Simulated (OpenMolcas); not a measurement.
## Exact exchange and the dipole moment of C2H5NSi

The species is C2H5NSi (9 atoms), meant as a singlet with charge 0. SMILES: `C[SiH2]C#N`. The coordinates come from a PBE0-D4/def2-TZVP relaxation.

The dipole moment y, in D, basis cc-pVDZ; a is the functional's share of exact exchange. Programs: OpenMolcas 26.06.

```
functional     program     a  y (D)
      BLYP  OpenMolcas     0   3.67
       PBE  OpenMolcas     0   3.71
     B3LYP  OpenMolcas   0.2   3.77
      PBE0  OpenMolcas  0.25      ?
     BHLYP  OpenMolcas   0.5   3.88
```

Q: Fit y = c + s·a to the known rows and predict PBE0.

A: 
1. Means of the 4 rows: a = 0.1750, y = 3.757.
2. Σ(Δa)² = 0.1675, Σ(Δa·Δy) = 0.06375, so the slope is 0.06375/0.1675 = 0.3806.
3. Intercept: 3.757 − (0.3806) × 0.1750 = 3.690. The largest residual of the fit is 0.020.
4. PBE0: 3.690 + (0.3806) × 0.25 = 3.79 D.

The run gave 3.82 D, so the prediction is off by -0.03 D, about the largest residual. More exact exchange makes the molecule more polar here.

The dipole moment rises with the share of exact exchange in every row, but modestly: even the functionals without any give most of the polarity. That polarity comes mainly from the nitrile group, with nitrogen as its negative end, and electropositive silicon next to the cyanide carbon adds to the charge separation. Semilocal exchange tends to spread the density too evenly over such a polar π system. Exact exchange probably counters this by holding more charge on nitrogen.

The share of exact exchange is not the only variable, since PBE and BLYP differ although both have none. PBE lies above the fitted line and BLYP below it, and PBE0 falls above it as well. This suggests that the missed prediction reflects the semilocal part inherited from PBE rather than a curved dependence on exact exchange. A larger dipole is not necessarily a better one, because Hartree–Fock typically overestimates the polarity of nitriles, so the trend alone does not identify the most accurate functional.
